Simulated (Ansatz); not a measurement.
**Loss of SiH4: how K changes with temperature for C2H10OSi2 ⇌ C2H6OSi + SiH4**

Species: C2H10OSi2 `O[SiH2]CC[SiH3]`, singlet; C2H6OSi `C=C[SiH2]O`, singlet; SiH4 (silane) `[SiH4]`, singlet. 

The electronic reaction energy at CCSD(T)/CBS estimate is +126.4 kJ/mol. Shapes: PBE0-D4/def2-TZVP. Flexible molecules stand in one conformer, not always the lowest. Programs: Ansatz 0.2.0. Enthalpy and entropy come from rigid-rotor, harmonic-oscillator sums on unscaled PBE0-D4/def2-TZVP wavenumbers, ideal gases at 1 bar; R ln 2 is added for the mirror twin of the chiral shape of C2H10OSi2, C2H6OSi. Symmetry numbers: C2H10OSi2 1, C2H6OSi 1, SiH4 12. R = 8.3145 J/(mol K).

| T (K) | ΔH (kJ/mol) | ΔS (J/(mol K)) |
| --- | --- | --- |
| 700 | +109.0 | +140.7 |
| 1000 | +105.4 | +136.4 |
| 1300 | ? | ? |

Work out ln K at 700 and 1000 K, and from these estimate it at 1300 K.


1. 700 K: ΔG = +109.0 − 700 × (+140.7)/1000 = +10.5 kJ/mol; ln K = −ΔG/RT = -1.80.
2. 1000 K: ΔG = +105.4 − 1000 × (+136.4)/1000 = -31.0 kJ/mol; ln K = −ΔG/RT = +3.73.
3. Slope against 1000/T: (+3.73 − (-1.80))/(1.0000 − 1.4286) = -12.90, that is −ΔH/R with ΔH near +107 kJ/mol.
4. 1300 K: ln K = -1.80 + (-12.90) × (0.7692 − 1.4286) = +6.71.

The full sums give ΔH = +101.2 kJ/mol, ΔS = +132.8 J/(mol K), ΔG = -71.4 kJ/mol and ln K = +6.61 at 1300 K, so the line is off by +0.10 in ln K; without rounding the miss is +0.11, from the change of ΔH with temperature. The products are favoured at 1 bar above about 770 K, give or take 70 K for 10 kJ/mol in the energy. The number of molecules rises, which sets the sign of ΔS, and lower pressure favours the products. An error of 10 kJ/mol in the energy moves ln K by 0.9 at 1300 K. Soft modes are treated as harmonic, which can err either way at these temperatures; the lowest are those of C2H10OSi2 (60 cm⁻¹), C2H6OSi (110 cm⁻¹). Other conformers aren't counted. The CBS estimate extrapolates MP2 from def2-TZVPP and def2-QZVPP and adds CCSD(T) − MP2 in the triple-zeta set, cores frozen.

The elimination is a retro-hydrosilylation: it is uphill in enthalpy and driven by entropy. A C–Si and a C–H σ bond are given up for an Si–H bond and the π component of C=C, and the weaker π bond leaves a net cost in bonding. Against this, internal motions of the parent become free translation and rotation of two fragments, a gain whose weight in ΔG grows with temperature and turns ln K from -1.80 at 700 K to +3.73 at 1000 K.

The same exchange explains the overshoot of the straight line. At high temperature a classical vibration holds more heat than the translation or rotation that replaces it, so the heat capacity falls on reaction and both ΔH and ΔS decline. The preference for products at 1000 K is well supported, whereas that for the parent at 700 K is marginal. None of this gives a rate, and silane itself pyrolyses to silicon and hydrogen in this range, so the computed equilibrium would probably be hard to observe in isolation.
